# Notes: counting invariant polynomials for (H₂O)₂, and a count I got wrong

## Setup

I want the size of the fitting basis for a water-dimer surface. The hydrogens are 1–4 and the oxygens $a,b$, with H1, H2 bound to $a$ and H3, H4 to $b$. The variables are $y_{ij}=\exp(-r_{ij}/\lambda)$, one per atom pair, 15 in all: 6 HH, 8 OH, 1 OO. A typical range is $\lambda\approx 1\times10^{-10}$ m, and no count depends on it. I count formal polynomials in the 15 variables by total degree $d$, constant included.

Two groups compete. The full group is $G_{48}=S_4\times S_2$. The feasible subgroup keeps the covalent O–H bonds intact and is generated by $(12)$, $(34)$ and the monomer exchange $P=(13)(24)(ab)$. It has order 8, and I call it $G_8$. The molecular symmetry group $G_{16}$ adds the inversion $E^*$, which leaves every distance fixed and changes no count. I need both basis sizes through $d=6$ and their ratio, the price of dropping the unfeasible permutations.

Molien's theorem gives the number of independent invariants of degree $d$ as the $t^d$ coefficient of
$$M(t)=\frac1{|G|}\sum_{g\in G}\frac1{\det(1-tP_g)},$$
where $P_g$ permutes the $y_{ij}$. A cycle of length $l$ contributes a factor $1-t^l$ to the determinant.

## First attempt (wrong; kept so that I recognise it next time)

For A₂B the sum is $1/[(1-t)^2(1-t^2)]$ and for A₃ it is $1/[(1-t)(1-t^2)(1-t^3)]$. Both have the form $1/\prod_i(1-t^{d_i})$, with $d_i$ the degrees of the primary invariants, which are as many homogeneous invariants as there are variables, with the origin as their only common zero. I skipped the group sum and looked for primaries block by block.

**$G_{48}$.** The sums of opposite HH pairs are permuted as by $S_3$: degrees 1, 2, 3. The differences $u_1=y_{12}-y_{34}$, $u_2=y_{13}-y_{24}$, $u_3=y_{14}-y_{23}$ give $\sum u^2$, $u_1u_2u_3$, $\sum u^4$: degrees 2, 3, 4. The sums $y_{ai}+y_{bi}$ give power sums of degrees 1, 2, 3, 4. The differences $\delta_i=y_{ai}-y_{bi}$ change sign under $(ab)$. The square of their mean has degree 2, and the power sums $p_2$, $p_4$, $p_3^2$ of the deviations from the mean have degrees 2, 4, 6. The OO variable has degree 1.

**$G_8$.** The pair $y_{12},y_{34}$ gives 1, 2. Each quartet (intermolecular HH, covalent OH, intermolecular OH) is permuted like the corners of a square and gives 1, 2, 2, 4. OO gives 1.

I then wrote the wrong line, "count $=1/\prod_i(1-t^{d_i})$":
$$W_{48}=\frac{1}{(1-t)^3(1-t^2)^5(1-t^3)^3(1-t^4)^3(1-t^6)},\qquad W_8=\frac1{(1-t)^5(1-t^2)^7(1-t^4)^3}.$$

| $d$ | 0 | 1 | 2 | 3 | 4 | 5 | 6 | $\le 6$ |
|---|---|---|---|---|---|---|---|---|
| $W_{48}$ (wrong) | 1 | 3 | 11 | 28 | 72 | 158 | 343 | 616 |
| $W_8$ (wrong) | 1 | 5 | 22 | 70 | 206 | 526 | 1270 | 2100 |

Wrong answer: 616 and 2100 terms, ratio 3.41.

## The symptom

For a permutation action the invariants of degree $d$ are spanned by the orbit sums of monomials, so I can list the quadratic ones of $G_{48}$ by hand. There are three squares (HH, OH, OO) and two products with OO. HH·HH gives two (sharing an H or not), HH·OH gives two (sharing an H or not), and OH·OH gives three (same H, same O, neither). That is 12, while $W_{48}$ says 11. The primaries supply one HH·OH quadratic, the product of the two block sums, and cannot separate out
$$q_{48}=\sum_{i<j}y_{ij}\,(y_{ai}+y_{aj}+y_{bi}+y_{bj}).$$

The second symptom is at high degree. Only the identity fixes all 15 variables, so $M\to 1/[|G|(1-t)^{15}]$ as $t\to1$, and the ratio of cumulative basis sizes must tend to $48/8=6$. My series behave as $1/[\prod_i d_i\,(1-t)^{15}]$, with $\prod_i d_i=2^5 3^3 4^3\cdot 6=331776$ and $2^7 4^3=8192$. Their ratio tends to 40.5.

## The faulty line

The primaries are valid. The fault is the numerator 1. The invariant ring is a free module over the polynomials in the primaries $\theta_i$ (the Hironaka decomposition): every invariant is uniquely $\sum_\alpha \eta_\alpha f_\alpha(\theta_1,\dots,\theta_{15})$, with secondary invariants $\eta_\alpha$ of degree $e_\alpha$ and $\eta_1=1$. Hence
$$M(t)=\frac{\sum_\alpha t^{e_\alpha}}{\prod_i(1-t^{d_i})}=N(t)\,W(t),\qquad N(1)=\frac{\prod_i d_i}{|G|},$$
where the last equality comes from comparing the two limits $t\to1$. For A₂B and A₃ the degree products are 2 and 6, equal to $|G|$, so $N=1$. There the group is generated by elements that swap a single pair of variables, which are reflections. A₄ should have stopped me:
$$M_{A_4}=\frac{1+t^3+t^4+t^5+t^6+t^9}{(1-t)(1-t^2)^2(1-t^3)^2(1-t^4)},\qquad N(1)=\frac{144}{24}=6.$$
For the dimer $N(1)=331776/48=6912$ and $8192/8=1024$. I had kept one secondary in each case.

## Mended calculation

I write $1^7 2^4$ for seven fixed variables and four 2-cycles. The transposition $(12)$ fixes $y_{12},y_{34},y_{ab}$ and the four OH variables of H3 and H4, and swaps four pairs, which gives $1^72^4$. So does $(ab)$. Under $(ab)$ combined with an H cycle of length $l$, the $2l$ OH variables form one cycle of length $2l$ for odd $l$ and two of length $l$ for even $l$. The columns $c_2,c_6$ are the $t^2$ and $t^6$ coefficients of $1/\det(1-tP_g)$.

| cycle type | elements | number in $G_{48}$ | number in $G_8$ | $c_2$ | $c_6$ |
|---|---|---|---|---|---|
| $1^{15}$ | $E$ | 1 | 1 | 120 | 38760 |
| $1^72^4$ | $(12)$; $(ab)$ | 7 | 2 | 32 | 2064 |
| $1^32^6$ | $(12)(34)$; $(12)(ab)$; $(12)(34)(ab)$ | 12 | 3 | 12 | 300 |
| $1^33^4$ | $(123)$ | 8 | 0 | 6 | 78 |
| $1\,2\,4^3$ | $(1234)$; $(1234)(ab)$ | 12 | 2 | 2 | 10 |
| $1\,2\,3^26$ | $(123)(ab)$ | 8 | 0 | 2 | 12 |

The elements listed are class representatives in $G_{48}$. In $G_8$ the third row holds $(12)(34)$, $P$ and $(14)(23)(ab)$, and the fifth holds $(1324)(ab)$ and its inverse. No element has type $1^{13}2$, so neither group contains a reflection.

At $d=2$ the weighted sums are 576 and 224, giving $576/48=12$, the hand count, and $224/8=28$. At $d=6$ they are 57648 and 43808, giving 1201 and 5476.

| $d$ | 0 | 1 | 2 | 3 | 4 | 5 | 6 | $\le 6$ |
|---|---|---|---|---|---|---|---|---|
| $M_{48}$ | 1 | 3 | 12 | 41 | 137 | 415 | 1201 | 1810 |
| $M_8$ | 1 | 5 | 28 | 124 | 494 | 1726 | 5476 | 7854 |

Dividing by the $W$ series gives the degrees of the secondaries for my choice of primaries:
$$N_{48}=1+t^2+10t^3+24t^4+47t^5+101t^6+\dots,$$
$$N_8=1+6t^2+24t^3+36t^4+72t^5+138t^6+\dots$$

I can account for the first terms of $N_8$. The 15 variables contain three combinations odd under $P$ and even under $(12)$ and $(34)$, and three doublets $(x,z)$ with $x$ odd under $(12)$, $z$ odd under $(34)$ and $P$ swapping them. The cross products of two different odd combinations give 3 quadratics and those of two different doublets give 3 more, 6 in all. One of them is
$$q_8=(y_{a1}-y_{a2})(y_{b1}-y_{b2})+(y_{b3}-y_{b4})(y_{a3}-y_{a4}).$$
It ties which O–H bond of a monomer is longer to which of its hydrogens lies nearer the other oxygen, the lowest-degree term that does so.

## Size of the error

Through $d=6$ the slip loses 1194 of 1810 functions for $G_{48}$ (66.0 %) and 5754 of 7854 for $G_8$ (73.3 %). The correct ratio is $7854/1810=4.34$, and my 3.41 was 21 % too low. At high degree the counts fall short by the factors 6912 and 1024, and the ratio is too high by $40.5/6=6.75$, so the error in the ratio changes sign on the way. For an assumed $5\times10^4$ geometries at 8 bytes per entry, the $G_8$ design matrix needs 3.14 GB where I had budgeted 0.84 GB.

The wrong numbers depend on my choice of primaries, while the Molien coefficients do not. With the blockwise choice the wrong series count the invariants of larger reflection groups, of orders 331776 and 8192, which act on each block separately. The one of order 8192 contains the swap $y_{a1}\leftrightarrow y_{a2}$ with all other variables held fixed, which is no atom permutation and which $q_8$ detects. Six atoms have 12 internal coordinates against 15 distances, so the swapped set is in general not a geometry in three dimensions, and the count alone does not prove that two physical structures get confused. It does prove that at each degree from 2 upward the primary-only basis spans a proper subspace of the invariant polynomials.